## How far five programs agree on the band gap of boron nitride

The band gap of a crystal is the energy from its highest filled electron level to its lowest empty one. The two levels may belong to electron waves of different wavelength and direction, that is, to different k points. The direct gap is the smallest distance between a filled and an empty level at the same k point, so it can't be smaller than the gap. Here both were read from PBE calculations on layered boron nitride, on one mesh of k points and with every atom held at the same place. Such a mesh can miss the true band edges slightly, but all rows share it.

PBE calculations of layered boron nitride (P6_3/mmc, four atoms per cell) at one fixed geometry, without spin polarisation or spin-orbit coupling. All programs use a 12×12×4 k mesh, on which both gaps are read, and Fermi-Dirac occupations with a width of 0.05 eV. The basis column gives the plane-wave cutoff, except for Octopus, which uses a real-space grid.

```tsv
program	potentials	basis	gap (eV)	direct gap (eV)	gap less the median of the rows (eV)
GPAW	GPAW PAW data sets (gpaw data 1.2.1)	800 eV	4.291	4.663	-0.020
Ansatz	Ansatz PAW	420 eV	4.295	4.664	-0.016
Quantum ESPRESSO	SSSP 1.3 efficiency PBE	816 eV	4.311	4.687	0.000
Octopus	pseudodojo_pbe	default	4.319	4.685	0.008
DFTK	dojo.nc.sr.pbe.v0_4_1.standard	1143 eV	4.320	4.686	0.009
```

The last column gives each gap less the median of the five. The median is Quantum ESPRESSO's own value, so the zero in that row marks the middle of the list and not a correct answer. The whole spread is 0.029 eV, or 0.7 % of the mean gap. Since crystal, functional and mesh are shared, this spread is a property of the calculations and not of boron nitride. It nevertheless has an order: the two programs with PAW data sets give the lowest gaps, the two with PseudoDojo potentials the highest, and Quantum ESPRESSO lies between them.

### What the gap measures in this crystal

Boron nitride consists of flat honeycomb sheets in which each boron has three nitrogen neighbours and each nitrogen three borons. Nitrogen holds its electrons more tightly than boron. Filled levels therefore lean towards nitrogen and empty ones towards boron. The $2p_z$ orbitals, which stand upright on the sheet, overlap less with their neighbours than the orbitals within it do, so bonding pushes their filled and empty levels less far apart. The edges of the gap are thus expected to be mainly nitrogen $2p_z$ below and boron $2p_z$ above. To a first view, the gap is the price of moving an electron from nitrogen to boron.

That price depends on how strongly each atom attracts an electron, and this is where the programs can differ. None of them treats the innermost electrons afresh in the crystal. Boron enters with three electrons and nitrogen with five, while the $1s$ shells are frozen and their effect is packed into a potential or a PAW data set. Each such set is built to reproduce a free atom, but its makers choose the radius inside which the wave is smoothed and the energies at which the match is enforced. Two good sets can thus agree on the atom and still differ slightly in the crystal.

### Why a change of potential moves levels unequally

Suppose that one potential is exchanged for another, and call the resulting small change of the energy operator $\delta H$. Level $i$, with wave function $\psi_i$, then moves to first order by

$$\delta\varepsilon_i \approx \langle \psi_i|\delta H|\psi_i\rangle .$$

In words, the change is averaged over the level's own wave, so it counts only where the wave is present and the potentials differ, chiefly close to the nuclei. The potentials also act differently on round $s$ waves and on two-lobed $p$ waves, so the shape of the wave matters as well as its place. For PAW and ultrasoft potentials $\delta H$ must also include the change in how the wave function is normalised, but the argument stays the same.

The gap is a difference between an empty level $c$ and a filled level $v$, so it changes by

$$\delta E_\mathrm{gap} \approx \delta\varepsilon_c-\delta\varepsilon_v .$$

If both levels have the same shape and weight near the same nuclei, the two terms nearly cancel. If one sits on boron and the other on nitrogen, little obliges them to cancel. The formula thus leads to a simple expectation: programs should agree best on the distance between levels of like character, and less well on the distance between levels of unlike character.

### Like levels move together

The levels at the zone centre, the k point where the wave repeats identically from cell to cell, allow this to be checked. They come from the same runs and are measured here from the valence top, because the absolute zero of energy differs from program to program. About 1.3 eV below the valence top lie two pairs of filled levels. Each pair consists of two levels of equal energy, which in this hexagonal crystal marks them as in-plane orbitals, the ones that form the strong bonds within the sheet.

The cell contains two sheets, and the two pairs are the same in-plane orbitals combined in the two possible ways across the space between them. Their character near the nuclei is therefore almost identical. From program to program the upper pair shifts by up to 0.015 eV against the valence top, which is made of upright orbitals. The splitting between the pairs, however, stays at 0.037 to 0.038 eV in every row. The two pairs shift as one, as the cancellation demands.

### A worked estimate, and where it fails

A simpler idea is often used when two calculations disagree on a gap. It assumes that the empty levels are all raised by one common amount while the filled levels stay in place. This rigid shift can be tested on the step from the PAW rows to the PseudoDojo rows, with the average of each pair of programs. The only input is the change of the gap; the zone-centre levels play no part in setting it.

The mean gap rises by 0.027 eV from the PAW pair to the PseudoDojo pair. A rigid shift therefore predicts that each empty level at the zone centre also rises by 0.027 eV above the valence top. The first empty level does so almost exactly, with a rise of 0.025 eV. The second falls by 0.021 eV, so the estimate is wrong by $0.027+0.021=0.048$ eV, nearly twice the shift that it set out to describe.

The choice of reference can't be blamed for this failure. The distance between the two empty levels doesn't involve the valence top at all, yet it varies by 0.049 eV over the five programs, more than the gap itself. A single offset between programs therefore doesn't exist. Different levels have different offsets, and the gap records the difference between two of them. The runs don't show the shape of the two empty levels. In a layered crystal such as this one, the first is expected to spread largely into the space between the sheets, so its close agreement with the change of the gap may be chance.

### The row that changes sides

This also explains why Quantum ESPRESSO is hard to place. Its gap lies 0.018 eV above the PAW mean and 0.009 eV below the PseudoDojo mean, which looks like a compromise. Its direct gap, however, is within 0.002 eV of the PseudoDojo mean and is the highest of the five, if only by 0.001 eV. The direct gap involves at least one level that the gap doesn't. That level too is expected to be made of upright orbitals, but the shares of boron and nitrogen in such a level change with the k point, and its offset can change with them.

The zone centre shows the same change of sides. In its in-plane filled levels Quantum ESPRESSO agrees with the PseudoDojo rows to 0.003 eV. In its two empty levels it is closer to the PAW rows, within 0.007 eV of their mean. Its place in the middle of the list thus doesn't mean that all its levels lie midway: some resemble one group and some the other.

A possible reason for the second resemblance is the kinship of the methods. The potentials used in this row are ultrasoft, and ultrasoft potentials share with PAW the device of restoring the charge near the nucleus through added terms. PseudoDojo potentials instead keep the right amount of charge inside the smoothing radius from the start. That this device governs the high empty levels is a guess, since no row changes it alone.

### Potential or basis?

Each program also has to describe the waves with a finite set of functions, its basis. In four programs these are plane waves up to a cutoff energy, while Octopus uses a grid of points in space. A basis that is too coarse shifts levels as well, and it could in principle produce the same grouping. The rows contain one comparison that bears on this directly.

Octopus and DFTK both use PseudoDojo potentials but entirely different bases, and their gaps agree to 0.001 eV. A basis error in these two rows large enough to explain their distance to the PAW rows would have to be nearly the same on a grid and in plane waves, which is unlikely. A basis error in the PAW rows themselves isn't tested by this pair. GPAW and Quantum ESPRESSO present the reverse case. Their cutoffs are nearly equal, at 800 and 816 eV, but their potentials differ, and so do their gaps, by 0.020 eV.

Together these comparisons make the potentials the more probable source of the order. They don't settle it, because a cutoff has no meaning apart from its potential: a smoother potential needs fewer plane waves. Ansatz at 420 eV and GPAW at 800 eV differ by only 0.004 eV, but they use different PAW data sets, so a basis error in one could be hidden by a difference between the sets. Cutoffs from different programs should for this reason not be read as a ranking of quality. Nor do the comparisons say why the PseudoDojo gaps are the higher ones: if the potentials are the source, the sign depends on how each set was built, which the table doesn't show.

### What the agreement is worth

Five programs that agree within 0.03 eV have solved nearly the same equations. They have not thereby found the gap of the real material, which is roughly 6 eV as a recalled measured value, some 1.7 eV above the mean of the table. Zero-point motion of the atoms, left out here, generally lowers the gap of such a crystal and so can't close the distance, and spin-orbit coupling is tiny in such light atoms. The main cause lies in the functional. The exact exchange-correlation potential jumps by a constant when an electron is added to an insulator. The level distance in PBE leaves this jump out and so falls short of the energy needed to create a separate electron and hole. Each program inherits this error in full, and their agreement can't reveal it.

For practical work the size of an effect decides how it may be compared. A change of the gap by a few hundredths of an eV, through strain or a slight change of composition, should be followed with one program, one set of potentials and one cutoff, so that the offsets of like levels cancel. If the two values come from different families of potentials, such a change can't be told from the spread seen here. A change of program alone can matter far less, as Octopus and DFTK show. A correction carried over from one pair of levels to another is no remedy, as the second empty level shows.

The question that remains open concerns the low pair of rows. It could be answered for each of the two by keeping its PAW data set and raising only its cutoff. If the gap stays near 4.29 eV, the difference more probably belongs to the data set; if it climbs towards 4.32 eV, it belongs to the basis.
